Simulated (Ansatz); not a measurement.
## Calibrating MP2/def2-TZVPP on molecular compounds of Ti

The vertical ionisation energy (cation less neutral) in eV of 7 molecular compounds of Ti: x at MP2/def2-TZVPP, y at CCSD(T)/def2-TZVPP. Shapes, held fixed at every level: PBE0-D4/def2-TZVP. Flexible molecules stand in one conformer, not always the lowest. Programs: Ansatz 0.2.0.

```
                                        molecule  x (eV)  y (eV)
    C3H10O3STi (SMILES C[O][Ti]([OH])([O]C)[S]C)    8.44    8.35
                                        Ti(NH2)4    9.15       ?
    CH4Cl2OSTi (SMILES C[S][Ti]([OH])([Cl])[Cl])    9.44    9.28
                                        Ti(OH)3I    9.49    9.38
      CH3ClF2STi (SMILES C[S][Ti]([F])([F])[Cl])    9.99    9.83
       C2H5F3OTi (SMILES CC[O][Ti]([F])([F])[F])   12.14   11.65
C2H2F6OTi (SMILES FC(F)(F)C[O][Ti]([F])([F])[F])   12.71   12.30
```

Task: Fit y = c + s·x to the known rows and predict y for Ti(NH2)4.

Result: 
1. Means of the 6 rows: x = 10.3683, y = 10.132.
2. Σ(Δx)² = 14.117, Σ(Δx·Δy) = 12.768, so the slope is 12.768/14.117 = 0.90444.
3. Intercept: 10.132 − (0.90444) × 10.3683 = 0.754. The largest residual of the fit is 0.084.
4. Ti(NH2)4: 0.754 + 0.90444 × 9.15 = 9.03 eV.

CCSD(T)/def2-TZVPP gives 8.91 eV, so the prediction is off by +0.12 eV, more than the largest residual. Uncorrected, MP2/def2-TZVPP misses it by +0.24 eV, and the other rows by 0.24 on average. The line removes about 50 % of this miss. Left out in turn, the other rows are missed by 0.07 eV on average, so much of the error is systematic among these molecules. Cations run unrestricted. For atoms past krypton def2 sets carry core potentials with scalar relativity. Outer-core shells of I, Ti are correlated, in sets that cover them unevenly.

MP2 lies above CCSD(T) for every molecule, but the excess follows the ligand more closely than the ionisation energy itself. These are formally d⁰ Ti(IV) compounds, so the electron probably leaves a ligand orbital: mainly sulfur 3p in the thiolates, iodine 5p in Ti(OH)3I, and oxygen 2p with some alkyl character in the two alkoxide trifluorides. Fluorination of the ethyl group raises the ionisation energy further by induction.

The two alkoxide trifluorides have by far the largest MP2 excess and largely set the slope, yet between them the excess falls as the ionisation energy rises. Ti(NH2)4 combines a low ionisation energy with a compact nitrogen 2p donor, which suggests why the line corrects it too little. MP2 may treat correlation and orbital relaxation around such a compact hole less evenly than for the softer donors. The fit therefore supports a correction for similar thiolates, but not a general dependence on ionisation energy that carries over to amides.
